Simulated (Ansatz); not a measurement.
# A series in volume scale on TaN

All results are calculated (Ansatz 0.2.0). Free energy against uniform scaling of the volume at fixed shape and fractions; periodic cell, basis, potentials, k mesh and filling as listed.

The cell before it is scaled or strained (space group P6/mmm, No. 191):
```
CELL_PARAMETERS angstrom
5.19100 0.00000 0.00000
-2.59550 4.49550 0.00000
0.00000 0.00000 2.90800
ATOMIC_POSITIONS crystal
Ta 0.00000 0.00000 0.00000
Ta 0.33333 0.66667 0.50000
Ta 0.66667 0.33333 0.50000
N 0.50000 0.00000 0.00000
N 0.50000 0.50000 0.00000
N 0.00000 0.50000 0.00000
```

Settings of every row: functional PBEsol; dispersion none; potentials PAW; wave cutoff 500 eV; density cutoff 2000 eV; k mesh 5x5x8; k shift 0x0x0; occupations fermi dirac; smearing width 0.1 eV; spin none.

Limits: coarse k mesh, up to 40 meV an atom off; no spin-orbit coupling, which can matter with elements this heavy.

| row | volume scale | V (Å³/atom) | pressure (GPa) | energy above lowest point (meV/atom) |
| --- | --- | --- | --- | --- |
| 1 | 0.94 | 10.632 | 23.89 | 49.9 |
| 2 | 0.96 | 10.858 | 15.41 | 22.3 |
| 3 | 0.98 | 11.084 | 7.77 | 6 |
| 4 | 1 | 11.31 | 0.9 | 0 |
| 5 | 1.02 | 11.536 | -5.29 | 3.2 |
| 6 | 1.04 | 11.763 | -10.85 | 14.6 |
| 7 | 1.06 | 11.989 | ? | ? |

Question: what pressure and energy above lowest point should row 7 give?

Worked fit of pressure. Take u = (V_r/V)^(2/3) − 1 with V_r = 11.197 Å³ an atom, which is twice the finite (Eulerian) strain; such expansions in the strain, on which the Birch-Murnaghan equation of state is built, carry the rest volume and the bulk modulus. The shown rows have u = 0.03512, 0.02071, 0.00679, -0.00667, -0.01969, -0.03234. Least squares give pressure = 4.24 + 511.07 × u + 1376.6 × u² GPa; a straight line predicts inner rows, each left out in turn, worse (root mean square 0.6 against 0.0075 GPa). The rows lie off it by 0.00, 0.00, 0.00, 0.01, 0.00, 0.00. The pressure vanishes at u = -0.0085, or V = 11.34 Å³ an atom, and there the bulk modulus at fixed shape and fractions is B = −V dP/dV = (2/3)(1 + u) dP/du = 322 GPa. Letting shape and atoms relax would as a rule lower it, by much in layered, chain or molecular crystals. The withheld row has u = -0.04454, so the fit gives 4.24 + 511.07 × (-0.04454) + 1376.6 × (-0.04454)² = -15.79 GPa.

The calculation gave -15.86 GPa. The fit lies 0.07 GPa (0.18 % of the column's range) above it; its largest miss of a shown row is 0.01 GPa. This row lies beyond the range of the fit.

Worked fit of energy above lowest point. Take u = (V_r/V)^(2/3) − 1 with V_r = 11.197 Å³ an atom, which is twice the finite (Eulerian) strain; such expansions in the strain, on which the Birch-Murnaghan equation of state is built, carry the rest volume and the bulk modulus. The shown rows have u = 0.03512, 0.02071, 0.00679, -0.00667, -0.01969, -0.03234. Least squares give energy above lowest point = 1.8 + 449.1 × u + 26179 × u² meV/atom; a straight line predicts inner rows, each left out in turn, worse (root mean square 11 against 0.087 meV/atom). The rows lie off it by 0.0, 0.0, -0.1, 0.0, 0.1, -0.1. Its lowest point lies at u = -0.0086, or V = 11.34 Å³ an atom, and the curvature there gives the bulk modulus at fixed shape and fractions, B = (4/9)(1 + u)² E″(u)/V = 323 GPa. Letting shape and atoms relax would as a rule lower it, by much in layered, chain or molecular crystals. The withheld row has u = -0.04454, so the fit gives 1.8 + 449.1 × (-0.04454) + 26179 × (-0.04454)² = 33.7 meV/atom.

The calculation gave 33.6 meV/atom. The fit lies 0.1 meV/atom (0.2 % of the column's range) above it, one unit of the last digit. This row lies beyond the range of the fit.
